**Frontier orbital energies of BBr3 against the share of exact exchange**

The table holds the HOMO, LUMO and orbital gap of BBr3 at one fixed geometry, from restricted PBE-based hybrids with 0 to 50 % exact exchange in the def2-TZVP basis (Ansatz 0.2.0, no spin-orbit coupling). The program tests the first-order picture, in which each level shifts linearly with the share $a$, by extending the first-interval slope and by linear and quadratic least-squares fits set against the rounding. The extended slope misses the last row by 1.3 % (HOMO) and 3.4 % (LUMO) of the total change, and parabolas fit all rows within 0.7 meV. A symmetric shift $aU(\tfrac12 - n)$ has the right signs and a slope of the order of $e^2/R$, but it misses the 0.473 eV fall of the midgap. The eight lowest empty levels rise with unequal slopes, and the total energy at the three lowest shares bends downward.

Orbital energies of neutral singlet BBr3 from Ansatz 0.2.0, restricted Kohn–Sham calculations with the def2-TZVP basis at a fixed PBE0-D4/def2-SVP geometry. The functional is PBE with the stated percentage of its exchange replaced by exact exchange and PBE correlation kept in full; spin-orbit coupling is not included.

## Numerical check

```python
# Table: HOMO, LUMO and gap (eV) of BBr3 at fixed geometry, Ansatz 0.2.0, restricted KS,
# PBE with a share a of exact exchange, def2-TZVP. Tested: first-order (linear) shift in a,
# size of the curvature, symmetric shift aU(1/2-n), rigid shift of empty levels, concave E(a).
T = {
    'exact_exchange': [0, 5, 10, 15, 25, 35, 50],  # %
    'homo': [-7.012, -7.27, -7.529, -7.789, -8.31, -8.835, -9.626],  # eV
    'lumo': [-2.928, -2.767, -2.605, -2.441, -2.109, -1.773, -1.261],  # eV
    'homo_lumo_gap': [4.084, 4.503, 4.924, 5.348, 6.201, 7.062, 8.366],  # eV
}
import numpy as np
from scipy import constants as C
p = np.array(T['exact_exchange'], float); a = p/100
H = np.array(T['homo'], float); L = np.array(T['lumo'], float); G = np.array(T['homo_lumo_gap'], float)
S = [('HOMO', H), ('LUMO', L), ('gap', G)]
f = lambda v, n=3: ' '.join(f'{x:+.{n}f}' for x in v)
print('a = share of exact exchange (0 to 1); slopes in eV per unit a; table rounding 0.0005 eV')
print('shares (%):', ' '.join(f'{x:.0f}' for x in p))
print(f'largest |gap-(LUMO-HOMO)| = {abs(G-(L-H)).max():.4f} eV')
for n, y in S:
    print(f'{n}: total change {y[-1]-y[0]:+.3f} eV, mean slope {(y[-1]-y[0])/(a[-1]-a[0]):+.2f}')
print(f'gap ratio last/first {G[-1]/G[0]:.2f}; HOMO share of opening {100*(H[0]-H[-1])/(G[-1]-G[0]):.1f} %')
print('Interval slopes; rounding allows +-', ' '.join(f'{x:.3f}' for x in 0.001/np.diff(a)))
for n, y in S:
    s = np.diff(y)/np.diff(a)
    print(f'  {n}: {f(s, 2)}; last steeper than first by {100*(s[-1]/s[0]-1):.1f} %')
print('First-interval slope carried on, table minus line (eV):')
for n, y in S:
    r = y-(y[0]+(y[1]-y[0])/(a[1]-a[0])*(a-a[0]))
    print(f'  {n}: {f(r)}; last = {100*abs(r[-1]/(y[-1]-y[0])):.1f} % of change (rounding +-0.010 eV)')
Q = {}
for n, y in S:
    c1 = np.polyfit(a, y, 1); r1 = y-np.polyval(c1, a)
    c2 = np.polyfit(a, y, 2); r2 = y-np.polyval(c2, a); Q[n] = (c1, c2)
    print(f'{n} linear: {c1[1]:+.3f} {c1[0]:+.3f} a; worst {abs(r1).max():.4f} eV at {p[abs(r1).argmax()]:.0f} %')
    print('   residuals (meV):', f(1000*r1, 1))
    print(f'{n} quadratic: {c2[2]:+.3f} {c2[1]:+.3f} a {c2[0]:+.3f} a^2; a^2 term at last row {c2[0]*a[-1]**2:+.3f} eV')
    print('   residuals (meV):', f(1000*r2, 1))
M = (H+L)/2; dG = G-G[0]
print('midgap (eV):', f(M), f'; drift {M[-1]-M[0]:+.3f}')
print(f'symmetric shift at last row: -+{dG[-1]/2:.3f} eV; table {H[-1]-H[0]:+.3f}, {L[-1]-L[0]:+.3f}; slope ratio {abs(Q["HOMO"][0][0]/Q["LUMO"][0][0]):.2f}')
# geometry (A), further output of the same runs
X = np.array([[1.90, -0.03, 0.01], [-0.93, 1.66, -0.02], [-0.97, -1.63, 0.00]])
k = C.e/(4*np.pi*C.epsilon_0*1e-10)
d1 = np.linalg.norm(X, axis=1).mean()
d2 = np.mean([np.linalg.norm(X[i]-X[i-1]) for i in range(3)])
print(f'Coulomb scale: B-Br {d1:.2f} A, e2/R {k/d1:.1f} eV; Br-Br {d2:.2f} A, e2/R {k/d2:.1f} eV; gap slope {Q["gap"][0][0]:.1f}')
# empty levels above the LUMO (eV) at 0, 5, 10 %, further outputs of the same runs
V = np.array([[-0.84756, 0.62427, 0.80087, 0.80102, 2.532942, 2.533075, 3.074641],
              [-0.66102, 0.76284, 0.99562, 0.99577, 2.689434, 2.689564, 3.213619],
              [-0.47422, 0.90143, 1.189887, 1.190043, 2.845902, 2.846029, 3.352284]])
sv = np.concatenate([[L[2]-L[0]], V[2]-V[0]])/(a[2]-a[0])
print('slopes 0-10 %, LUMO to LUMO+7:', f(sv, 2))
print(f'  range {sv.min():.2f} to {sv.max():.2f}, ratio {sv.max()/sv.min():.2f}; HOMO over same range {(H[2]-H[0])/(a[2]-a[0]):+.2f}')
print('LUMO+1 minus LUMO at 0, 5, 10 % (eV):', f(V[:, 0]-L[:3], 2))
print('splitting of pairs LUMO+3/+4, +5/+6 at 0 % (meV):', f(1000*(V[0, [3, 5]]-V[0, [2, 4]]), 2))
# total energies without dispersion (eV) at 0, 5, 10 %, further outputs of the same runs
E = np.array([-210785.714, -210787.171, -210788.638])
print('total energy steps (eV):', f(np.diff(E)), f'; second difference {np.diff(E, 2)[0]:+.3f} (rounding +-0.002)')
for ie in (10.0, 11.0):  # rough recalled range of the first ionisation energy, eV
    c = Q['HOMO'][0]
    print(f'rough IE {ie:.0f} eV: -HOMO short by {ie+H[0]:.1f} (0 %), {ie+H[-1]:.1f} eV (50 %); line meets it near {100*(-ie-c[1])/c[0]:.0f} %, outside table')
assert np.all(np.diff(H) < 0) and np.all(np.diff(L) > 0)
assert all(abs(Q[n][1][0]*a[-1]/Q[n][1][1]) < 0.1 for n in Q)
assert Q['HOMO'][1][0] < 0 < Q['LUMO'][1][0]
assert np.diff(E, 2)[0] < 0
```

It prints:

```
a = share of exact exchange (0 to 1); slopes in eV per unit a; table rounding 0.0005 eV
shares (%): 0 5 10 15 25 35 50
largest |gap-(LUMO-HOMO)| = 0.0010 eV
HOMO: total change -2.614 eV, mean slope -5.23
LUMO: total change +1.667 eV, mean slope +3.33
gap: total change +4.282 eV, mean slope +8.56
gap ratio last/first 2.05; HOMO share of opening 61.0 %
Interval slopes; rounding allows +- 0.020 0.020 0.020 0.010 0.010 0.007
  HOMO: -5.16 -5.18 -5.20 -5.21 -5.25 -5.27; last steeper than first by 2.2 %
  LUMO: +3.22 +3.24 +3.28 +3.32 +3.36 +3.41; last steeper than first by 6.0 %
  gap: +8.38 +8.42 +8.48 +8.53 +8.61 +8.69; last steeper than first by 3.7 %
First-interval slope carried on, table minus line (eV):
  HOMO: +0.000 +0.000 -0.001 -0.003 -0.008 -0.017 -0.034; last = 1.3 % of change (rounding +-0.010 eV)
  LUMO: +0.000 +0.000 +0.001 +0.004 +0.014 +0.028 +0.057; last = 3.4 % of change (rounding +-0.010 eV)
  gap: +0.000 +0.000 +0.002 +0.007 +0.022 +0.045 +0.092; last = 2.1 % of change (rounding +-0.010 eV)
HOMO linear: -7.007 -5.228 a; worst 0.0046 eV at 50 %
   residuals (meV): -4.6 -1.2 +1.2 +2.6 +4.4 +2.2 -4.6
HOMO quadratic: -7.012 -5.159 a -0.138 a^2; a^2 term at last row -0.035 eV
   residuals (meV): -0.2 +0.1 +0.2 -0.1 +0.3 -0.4 +0.1
LUMO linear: -2.936 +3.334 a; worst 0.0080 eV at 0 %
   residuals (meV): +8.0 +2.3 -2.4 -5.1 -6.6 -4.0 +7.9
LUMO quadratic: -2.928 +3.217 a +0.236 a^2; a^2 term at last row +0.059 eV
   residuals (meV): +0.5 +0.0 -0.6 -0.4 +0.4 +0.5 -0.3
gap linear: +4.071 +8.564 a; worst 0.0129 eV at 50 %
   residuals (meV): +12.7 +3.6 -3.6 -7.8 -11.2 -6.6 +12.9
gap quadratic: +4.083 +8.374 a +0.383 a^2; a^2 term at last row +0.096 eV
   residuals (meV): +0.5 -0.1 -0.7 -0.2 +0.1 +0.7 -0.3
midgap (eV): -4.970 -5.018 -5.067 -5.115 -5.210 -5.304 -5.443 ; drift -0.473
symmetric shift at last row: -+2.141 eV; table -2.614, +1.667; slope ratio 1.57
Coulomb scale: B-Br 1.90 A, e2/R 7.6 eV; Br-Br 3.29 A, e2/R 4.4 eV; gap slope 8.6
slopes 0-10 %, LUMO to LUMO+7: +3.23 +3.73 +2.77 +3.89 +3.89 +3.13 +3.13 +2.78
  range 2.77 to 3.89, ratio 1.40; HOMO over same range -5.17
LUMO+1 minus LUMO at 0, 5, 10 % (eV): +2.08 +2.11 +2.13
splitting of pairs LUMO+3/+4, +5/+6 at 0 % (meV): +0.15 +0.13
total energy steps (eV): -1.457 -1.467 ; second difference -0.010 (rounding +-0.002)
rough IE 10 eV: -HOMO short by 3.0 (0 %), 0.4 eV (50 %); line meets it near 57 %, outside table
rough IE 11 eV: -HOMO short by 4.0 (0 %), 1.4 eV (50 %); line meets it near 76 %, outside table
```
